# The double-counting term for superposed neutral atoms

Tight-binding models write the total energy as a band energy plus a short-ranged sum over atom pairs,

$$E = \sum_k f_k\,\varepsilon_k + \sum_i E_i + \sum_{i<j}\phi_{ij}(R_{ij}),$$

with occupations $f_k$, levels $\varepsilon_k$ and atomic constants $E_i$. Nuclei repel each other as $1/R$, so the short range needs a proof. Density functional theory supplies one. The electrostatic part of the correction to the band energy is exactly pairwise and vanishes without density overlap. The exchange-correlation (xc) part is pairwise up to terms that need three densities at the same point.

## Premises and conventions

Formulas are in Hartree atomic units ($\hbar=m_e=e^2/4\pi\epsilon_0=1$). Results are converted with 1 hartree = 27.211 eV, 1 bohr = 0.5292 Å and 1 hartree/bohr = 51.42 eV/Å. Densities $n$ are electron number densities, so $n\ge 0$.

1. Nuclei are fixed point charges $Z_i$ at $\mathbf R_i$, with $E_{\rm ii}=\sum_{i<j}Z_iZ_j/R_{ij}$ and $v_{\rm ext}=-\sum_i Z_i/|\mathbf r-\mathbf R_i|$.
2. Electrons follow spin-unpolarised Kohn-Sham theory, $E_{\rm KS}[n]=T_s[n]+\int v_{\rm ext}n+E_H[n]+E_{xc}[n]+E_{\rm ii}$, where $T_s$ is the non-interacting kinetic energy and $E_H[n]=\tfrac12\iint n(\mathbf r)n(\mathbf r')/|\mathbf r-\mathbf r'|$.
3. The input density is $n_{\rm in}(\mathbf r)=\sum_i n_i(|\mathbf r-\mathbf R_i|)$. Each $n_i$ is spherical, neutral ($\int n_i=Z_i$) and moves rigidly with its nucleus.
4. For the xc part only: the functional is local, $E_{xc}=\int e_{xc}(n(\mathbf r))\,d^3r$, with $e_{xc}$ the energy per volume (LDA).

## Step 1: the energy from an input density

Build $v_{\rm in}=v_{\rm ext}+v_H[n_{\rm in}]+v_{xc}[n_{\rm in}]$, where $v_H$ and $v_{xc}$ are the functional derivatives of $E_H$ and $E_{xc}$. Solve the one-electron equation once to get $\varepsilon_k$ and the output density $n_{\rm out}$. Summing the expectation values of that equation over occupied states gives

$$T_s[n_{\rm out}]=\sum_k f_k\varepsilon_k-\int v_{\rm in}\,n_{\rm out}.$$

Insert this in $E_{\rm KS}[n_{\rm out}]$. The $v_{\rm ext}$ terms cancel. With $E_{Hxc}=E_H+E_{xc}$,

$$E_{\rm KS}[n_{\rm out}]=\sum_k f_k\varepsilon_k-\int n_{\rm out}\,v_{Hxc}[n_{\rm in}]+E_{Hxc}[n_{\rm out}]+E_{\rm ii}.$$

Expand about $n_{\rm in}$ with $\Delta n=n_{\rm out}-n_{\rm in}$ and the kernel $K=\delta^2E_{Hxc}/\delta n\,\delta n'$:

$$E_{Hxc}[n_{\rm out}]=E_{Hxc}[n_{\rm in}]+\int v_{Hxc}[n_{\rm in}]\,\Delta n+Q+\dots,\qquad Q=\tfrac12\iint\Delta n\,K\,\Delta n'.$$

The linear term turns $n_{\rm out}$ into $n_{\rm in}$ in the subtracted integral. Since $\int n\,v_H[n]=2E_H[n]$, the Hartree pieces combine to $-E_H$. Dropping $Q$ defines the Harris-Foulkes energy:

$$E_{\rm HF}=\sum_k f_k\varepsilon_k+D_{\rm es}+D_{xc},\tag{1}$$

$$D_{\rm es}=E_{\rm ii}-E_H[n_{\rm in}],\qquad D_{xc}=E_{xc}[n_{\rm in}]-\int n_{\rm in}\,v_{xc}[n_{\rm in}].\tag{2}$$

Let $n_0$ be the self-consistent density. $E_{\rm KS}$ is stationary at $n_0$, and $n_{\rm out}-n_0$ is linear in $n_{\rm in}-n_0$ for small deviations. Hence both $E_{\rm KS}[n_{\rm out}]-E_{\rm KS}[n_0]$ and $Q$ are of second order, and $E_{\rm HF}$ departs from the self-consistent energy only at second order in $n_{\rm in}-n_0$. It is not an upper bound. The terms (2) are called double counting because the level sum counts the electron-electron repulsion twice. They depend on $n_{\rm in}$ alone, hence on geometry alone.

## Step 2: the electrostatic part is exactly pairwise

$E_H$ is quadratic in the density. Inserting the sum over atoms gives diagonal terms and cross terms, each unordered pair appearing twice, which cancels the factor $\tfrac12$:

$$E_H[n_{\rm in}]=\sum_iE_H[n_i]+\sum_{i<j}J_{ij},\qquad J_{ij}=\iint\frac{n_i(\mathbf r)\,n_j(\mathbf r')}{|\mathbf r-\mathbf r'|}\,d^3r\,d^3r'.$$

Therefore

$$D_{\rm es}=-\sum_iE_H[n_i]+\sum_{i<j}V_{ij},\qquad V_{ij}=\frac{Z_iZ_j}{R_{ij}}-J_{ij}.\tag{3}$$

No approximation has entered. The one-centre terms are constants because the densities are rigid. $J_{ij}$ is unchanged by translating or rotating the pair as a whole, and spherical densities have no orientation, so $V_{ij}$ depends only on the distance $R_{ij}$ and the two species.

## Step 3: it is short-ranged and never negative

A thin spherical shell of radius $s$ produces the potential $1/r$ per unit charge outside and $1/s$ inside (shell theorem). The Hartree potential of one atom is thus

$$v_i(r)=\frac1r\int_0^r4\pi s^2n_i\,ds+\int_r^\infty4\pi s\,n_i\,ds.$$

Neutrality lets us write the first integral as $Z_i$ minus the charge outside $r$:

$$v_i(r)=\frac{Z_i}{r}-w_i(r),\qquad w_i(r)=\int_r^\infty4\pi s^2n_i(s)\left(\frac1r-\frac1s\right)ds.\tag{4}$$

Because $s\ge r$ and $n_i\ge0$, $w_i\ge0$. If $n_i$ vanishes beyond a radius $c_i$, so does $w_i$. With $r_i=|\mathbf r-\mathbf R_i|$ and $R=R_{ij}$, use (4) twice:

$$J_{ij}=\int n_i\,v_j(r_j)=Z_j\int\frac{n_i}{r_j}-X_{ij}=Z_j\left[\frac{Z_i}{R}-w_i(R)\right]-X_{ij},\qquad X_{ij}=\int n_i(r_i)\,w_j(r_j)\,d^3r.$$

The second use recognises $\int n_i/r_j$ as the potential $v_i$ at nucleus $j$. The $1/R$ terms cancel in (3):

$$V_{ij}(R)=Z_j\,w_i(R)+X_{ij}(R).\tag{5}$$

Three properties follow. Both terms are non-negative, so $V_{ij}\ge0$. The first vanishes for $R\ge c_i$ and the second for $R\ge c_i+c_j$, when the two spheres no longer share volume, so $V_{ij}=0$ without overlap. For exponentially decaying densities $V_{ij}$ decays exponentially, and the lattice sum in a crystal converges absolutely with no Ewald summation.

Equation (4) also gives $v_{\rm ext}+v_H[n_{\rm in}]=-\sum_iw_i(r_i)$. This fixes the energy zero: the $\varepsilon_k$ in (1) must be measured on the scale where this sum vanishes far from all atoms. Levels from a periodic code that sets the cell-averaged electrostatic potential to zero are shifted by a volume-dependent constant and cannot be combined with (3) uncorrected.

$V_{ij}$ is not the classical interaction $U_{ij}$ of two neutral atoms. The level sum contains $-\int n_{\rm out}\sum_jw_j$, whose pair part for $n_{\rm out}\approx n_{\rm in}$ is $-X_{ij}-X_{ji}$. Adding nucleus-nucleus, electron-nucleus and electron-electron energies directly, and using (5) in both index orders,

$$U_{ij}=Z_jw_i(R)+Z_iw_j(R)-V_{ij}=V_{ij}-X_{ij}-X_{ji}.\tag{6}$$

The repulsion $V_{ij}$ therefore meets an attraction that sits inside the band energy.

## Step 4: cluster expansion of the xc part

With premise 4, $v_{xc}=e_{xc}'(n)$ and

$$D_{xc}[n]=\int g(n(\mathbf r))\,d^3r,\qquad g(n)=e_{xc}(n)-n\,e_{xc}'(n),\qquad g(0)=0.$$

For a subset $T$ of atoms let $n_T=\sum_{i\in T}n_i$, and define for each cluster $S$

$$\Delta_S(\mathbf r)=\sum_{T\subseteq S}(-1)^{|S|-|T|}g(n_T),\qquad D_S=\int\Delta_S\,d^3r.$$

Sum over all subsets $S$ of the full set $A$ of atoms. A given $T$ collects the coefficient $\sum_m\binom{M}{m}(-1)^m=(1-1)^M$ with $M=|A|-|T|$, which is 1 for $T=A$ and 0 otherwise. For a finite system the expansion is thus an identity:

$$D_{xc}[n_{\rm in}]=\sum_iD_i+\sum_{i<j}D_{ij}+\sum_{i<j<k}D_{ijk}+\dots\tag{7}$$

With $a,b,c$ the local values of three atomic densities,

$$\Delta_2(a,b)=g(a+b)-g(a)-g(b),$$

$$\Delta_3(a,b,c)=g(a+b+c)-g(a+b)-g(a+c)-g(b+c)+g(a)+g(b)+g(c).$$

$D_i$ is a constant and $D_{ij}$ depends on $R_{ij}$ only, by the symmetry argument of Step 2.

**Where a cluster term lives.** Suppose $n_k(\mathbf r)=0$ for one atom $k$ of $S$. Group the subsets into couples $T$ and $T\cup\{k\}$. Both have the same density at $\mathbf r$ and opposite signs, so $\Delta_S(\mathbf r)=0$. A cluster term receives contributions only from points where all its densities are non-zero. The first non-pair term needs three densities overlapping at a common point. Three separate pairwise overlaps are not enough.

**Signs and a bound for exchange.** LDA exchange is $e_x=-\tfrac34(3/\pi)^{1/3}n^{4/3}$. Then $n\,e_x'=\tfrac43e_x$ and

$$g_x(n)=-\tfrac13e_x=C\,n^{4/3},\qquad C=\tfrac14(3/\pi)^{1/3}.$$

Integrating a second derivative twice gives, for any offset $c\ge0$,

$$g(a+b+c)-g(a+c)-g(b+c)+g(c)=\int_0^a\!ds\int_0^b\!dt\;g''(c+s+t).$$

At $c=0$ this is $\Delta_2(a,b)$. Its value at $c$ minus its value at zero is $\Delta_3(a,b,c)$. Since $g_x''\propto n^{-2/3}$ is positive and decreasing, $\Delta_2\ge0$ and $-\Delta_2(a,b)\le\Delta_3\le0$. Any of the three pairs can play the part of $(a,b)$, so after integration

$$D_{ij}\ge0,\qquad-\min(D_{ij},D_{ik},D_{jk})\le D_{ijk}\le0.\tag{8}$$

For a quadratic $g$, $g''$ is constant and $\Delta_3=0$, which mirrors why the Hartree term stops at pairs.

**How fast the series converges.** $g_x$ is homogeneous, so ratios of cluster terms at a point depend on density ratios and not on how small the densities are. For equal densities $a$, in units of $Ca^{4/3}$, $\Delta_2=2^{4/3}-2=0.5198$ and $\Delta_3=3^{4/3}-3\cdot2^{4/3}+3=-0.2328$, which is 0.149 of the three pair terms together. Where four densities are equal, as at the centre of a tetrahedral interstice when only its four corner atoms are counted, the exact excess over the one-centre terms is $4^{4/3}-4=2.350$. The six pairs give 3.119, too large by a factor 1.33, and adding the four triples gives 2.188. Pair truncation is accurate in bond regions dominated by two atoms and poor in interstitial regions.

Collecting (3) and (7), the model at the top has

$$E_i=D_i-E_H[n_i],\qquad\phi_{ij}(R)=V_{ij}(R)+D_{ij}(R),\tag{9}$$

and omits the three-body and higher terms of (7). The force on atom $i$ from this part is $-\sum_{j\ne i}\phi_{ij}'(R_{ij})(\mathbf R_i-\mathbf R_j)/R_{ij}$, a sum of central forces. The band energy supplies the remaining force and is not pairwise.

## Step 5: closed form for two hydrogen 1s densities

Take $Z=1$ and $n(r)=e^{-2r}/\pi$ on centres A and B. From (4),

$$w(r)=\int_r^\infty4e^{-2s}\left(\frac{s^2}{r}-s\right)ds=e^{-2r}\left[\frac{2r^2+2r+1}{r}-(2r+1)\right]=e^{-2r}\left(1+\frac1r\right).$$

For $X$ use prolate spheroidal coordinates $\xi=(r_A+r_B)/R\in[1,\infty)$, $\eta=(r_A-r_B)/R\in[-1,1]$, with $d^3r=(R^3/8)(\xi^2-\eta^2)\,d\xi\,d\eta\,d\varphi$ and $r_B=R(\xi-\eta)/2$. The product of exponentials is $e^{-2R\xi}$, and $(\xi^2-\eta^2)/r_B=2(\xi+\eta)/R$. The $\varphi$ integral gives $2\pi$:

$$X=\frac{R^3}{4}\int_1^\infty\!d\xi\,e^{-2R\xi}\int_{-1}^1\!d\eta\left[\xi^2-\eta^2+\frac{2(\xi+\eta)}{R}\right]=\frac{R^3}{4}\int_1^\infty\!d\xi\,e^{-2R\xi}\left[2\xi^2-\frac23+\frac{4\xi}{R}\right].$$

With $p=2R$, the integrals of $1,\xi,\xi^2$ against $e^{-p\xi}$ are $e^{-p}$ times $1/p$, $1/p+1/p^2$ and $1/p+2/p^2+2/p^3$. The $\xi$ integral becomes $e^{-2R}[2/(3R)+3/R^2+3/(2R^3)]$, so

$$X=e^{-2R}\left(\frac38+\frac{3R}{4}+\frac{R^2}{6}\right).$$

Adding $w(R)$ according to (5),

$$\boxed{V(R)=\frac{e^{-2R}}{R}\left(1+\frac{11R}{8}+\frac{3R^2}{4}+\frac{R^3}{6}\right)}\tag{10}$$

As $R\to0$, $J=1/R-V\to2-\tfrac{11}{8}=\tfrac58$, the self-repulsion integral of a 1s density, so $E_H[n_i]=\tfrac5{16}$. Differentiating (10) gives the repulsive force

$$F_{\rm es}=-V'(R)=e^{-2R}\left(\frac1{R^2}+\frac2R+2+\frac{7R}{6}+\frac{R^2}{3}\right),\tag{11}$$

and (6) gives $U=V-2X=(e^{-2R}/R)\,(1+5R/8-3R^2/4-R^3/6)$.

The exchange pair term separates in the same coordinates, because $n_{A,B}=e^{-R\xi}e^{\mp R\eta}/\pi$:

$$\Delta_2=C\pi^{-4/3}e^{-4R\xi/3}\,G(R\eta),\qquad G(x)=(2\cosh x)^{4/3}-2\cosh(4x/3).$$

The $\xi$ integrals are those above with $p=4R/3$. Substituting $x=R\eta$ and using that $G$ is even,

$$D_{AB}=\kappa\,e^{-4R/3}\left[\left(\frac{3R}{4}+\frac98+\frac{27}{32R}\right)P_0-\frac{3}{4R}P_2\right],\quad P_m=\int_0^Rx^mG(x)\,dx,\tag{12}$$

with $\kappa=C\pi^{-1/3}/2=3^{1/3}\pi^{-2/3}/8=0.08405$. The one-centre term is $D_i=C\pi^{-4/3}\int4\pi r^2e^{-8r/3}dr=27\kappa/32$, and (12) tends to $(2^{4/3}-2)D_i$ as $R\to0$, as it must for coincident densities. For large $x$, $G\approx\tfrac43e^{-2x/3}$, so $P_0$ and $P_2$ saturate and $D_{AB}$ falls as $R\,e^{-4R/3}$. The exchange pair term is short-ranged but outlasts $V$, which falls as $R^2e^{-2R}$.

## Range of validity

- **Neutrality.** If $\int n_i=N_i\ne Z_i$, Step 2 survives but $V_{ij}$ acquires the tail $(Z_iZ_j-N_iN_j)/R$.
- **Sphericity.** Non-spherical densities keep (3) pairwise, but $V_{ij}$ then depends on orientation and has power-law multipole tails.
- **Rigidity.** If $n_i$ is adjusted to the environment, $E_i$ and $\phi_{ij}$ change with it.
- **Pseudopotentials.** $Z_i$ and $n_i$ become valence quantities, and the result stands while the ion cores do not overlap.
- **Functional.** Step 4 carries over to gradient-corrected functionals: after integration by parts $D_{xc}$ is an integral over a function of $n$ and $\nabla n$, and both vanish outside an atom's sphere. It fails for non-local functionals such as van der Waals correlation, which couple separated densities. The bound (8) is proved for LDA exchange only.
- **Spin.** The dissociation limit is the unpolarised atom, and spin-polarisation energies must be added separately.
- **Second-order term.** Equation (1) drops $Q$. Charge transfer makes $Q$ large and gives it long-ranged Coulomb parts, so polar gate oxides, nitrides and charged defects need a self-consistent charge correction on top of (9).
- **Fitted potentials.** A $\phi_{ij}$ fitted to reference energies also absorbs the shortcomings of the band term (minimal basis, two-centre integrals) and the average many-body remainder of (7). It need not equal (9).

## Numerical illustration

The inputs are two frozen 1s densities of exponent 1 and LDA exchange. The first separation, 1.4 bohr, is the approximate bond length of H$_2$, the active gas of a forming-gas anneal. The others are multiples of it, the last two standing for non-bonded hydrogen contacts. All numbers are the model's.

At $R=1.4$ bohr, $e^{-2R}=0.06081$ and $V=0.2108$ hartree. The bare $1/R=0.7143$ is offset by $J=0.5035$. Quadrature gives $P_0=0.6525$ and $P_2=0.3898$, so $D_{AB}=0.02084$ hartree.

| $R$ (bohr) | $R$ (Å) | $1/R$ (eV) | $V$ (eV) | $F_{\rm es}$ (eV/Å) | $D_{AB}$ (eV) | $D_{AB}/V$ |
|---|---|---|---|---|---|---|
| 1.4 | 0.741 | 19.44 | 5.735 | 19.47 | 0.567 | 0.10 |
| 2.8 | 1.482 | 9.72 | 0.517 | 1.66 | 0.170 | 0.33 |
| 4.2 | 2.223 | 6.48 | 0.0471 | 0.154 | 0.0396 | 0.84 |
| 5.6 | 2.963 | 4.86 | 0.00409 | 0.0136 | 0.00815 | 2.00 |

The one-centre constant is $E_i=1.93-8.50=-6.57$ eV. Across the table the bare repulsion falls by a factor of 4 and $V$ by more than three orders of magnitude. Exchange is a tenth of $V$ at the bond length and twice $V$ in the last row, so a cutoff for $\phi$ has to be judged on the xc tail.

The sizes of the neglected or hidden terms are as follows.

**Correlation.** Write $g=n\,h$ with $h=(r_s/3)\,d\epsilon/dr_s$, where $\epsilon$ is the energy per electron and $n=3/(4\pi r_s^3)$. For two equal densities whose sum has radius $r_s$, $\Delta_2=n\,[h(r_s)-h(2^{1/3}r_s)]$. As input take the Perdew-Zunger fit $\epsilon_c=-0.1423/(1+1.0529\sqrt{r_s}+0.3334\,r_s)$, meant for $r_s\ge1$. The ratio of correlation to exchange in $\Delta_2$ is 0.017 at $r_s=2$ and 0.052 at $r_s=4$. The third digit of $D_{AB}$ thus belongs to the exchange-only model.

**Three-body term.** For a hypothetical linear chain of three atoms spaced by 1.4 bohr, (8) confines $D_{123}$ between $-0.170$ eV, set by the outer pair, and zero. The three pair terms $\phi$ sum to 13.29 eV, so the bound is a fraction 0.013 of them.

**Charge transfer.** Let $\Delta n=q(n_A-n_B)$. The Hartree part of $Q$ is $q^2(\tfrac58-J)$. The exchange part is $\tfrac12\int e_x''\Delta n^2=\tfrac29\int e_x(\Delta n/n_{\rm in})^2$, which is negative, and $|\Delta n|\le q\,n_{\rm in}$ with $E_x=-3D_x$ limits its size to $\tfrac23q^2(2D_i+D_{AB})$. For an illustrative $q=0.3$ at 2.8 bohr these are 0.70 eV and at most 0.24 eV, so $Q$ lies between 0.46 and 0.70 eV. This rivals $\phi=0.687$ eV at that distance.

**Choice of density.** A 1s density of exponent $\zeta$ gives $\zeta V(\zeta R)$ by scaling of lengths. An illustrative contraction to $\zeta=1.2$ lowers $V$ at 1.4 bohr from 5.735 to 4.20 eV. The self-consistent energy does not depend on $\zeta$, so the band energy and the constants $E_i$ compensate this shift up to second order in $n_{\rm in}-n_0$.

**Cancellation against the band term.** At 1.4 bohr $2X=5.797$ eV, so the classical interaction of the two neutral atoms is $U=5.735-5.797=-0.062$ eV. The model's pair term $\phi=6.30$ eV at the H$_2$ bond length is therefore one entry in an energy balance and no observable of the molecule. It is meaningful only beside a band energy built from the same input density and the same energy zero.